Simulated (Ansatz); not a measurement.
# Ge: the change of energy above lowest point with volume scale

All results are calculated (Ansatz 0.2.0). Free energy against uniform scaling of the volume at fixed shape and fractions; periodic cell, basis, potentials, k mesh and filling as listed.

The cell before it is scaled or strained (space group Fmmm, No. 69):
```
cell vectors (Å)
   0.0000     2.8953     5.1327
   2.6392     0.0000     5.1327
   2.6392     2.8953     0.0000
atoms (fractions of the cell vectors)
Ge  0.78187  0.78187  0.21813
Ge  0.21813  0.21813  0.78187
Ge  0.27351  0.72649  0.27351
Ge  0.72649  0.27351  0.72649
```

Settings of every row: functional PBEsol; dispersion D3(BJ); potentials PAW; wave cutoff 320 eV; density cutoff 1280 eV; k mesh 6x6x6; k shift 0x0x0; occupations cold; smearing width 0.01 eV; spin none; SCF threshold exponent -6.

Limits: coarse k mesh, up to 40 meV an atom off; cutoff under the advised one; minimum outside the range; the cell comes from a prototype or a list of computed structures and needn't be the stable phase.

| row | volume scale | V (Å³/atom) | energy above lowest point (meV/atom) |
| --- | --- | --- | --- |
| 1 | 0.9406 | 18.445 | 0 |
| 2 | 0.9703 | 19.028 | 14.1 |
| 3 | 1 | 19.61 | 34.5 |
| 4 | 1.0297 | 20.193 | ? |
| 5 | 1.0594 | 20.775 | 91.8 |

Question: what energy above lowest point should row 4 give?

Worked fit of energy above lowest point. Take u = (V_r/V)^(2/3) − 1 with V_r = 19.319 Å³ an atom, which is twice the finite (Eulerian) strain; such expansions in the strain, on which the Birch-Murnaghan equation of state is built, carry the rest volume and the bulk modulus. The shown rows have u = 0.03135, 0.01017, -0.00992, -0.04729. Least squares give energy above lowest point = 23.53 − 1026.1 × u + 8825 × u² meV/atom; a straight line predicts inner rows, each left out in turn, worse (root mean square 8.6 against 0.19 meV/atom). The rows lie off it by 0.0, 0.1, -0.1, 0.0. The withheld row has u = -0.02907, so the fit gives 23.53 − 1026.1 × (-0.02907) + 8825 × (-0.02907)² = 60.8 meV/atom.

The calculation gave 61.1 meV/atom. The fit lies 0.3 meV/atom (0.33 % of the column's range) below it; its largest miss of a shown row is 0.1 meV/atom.
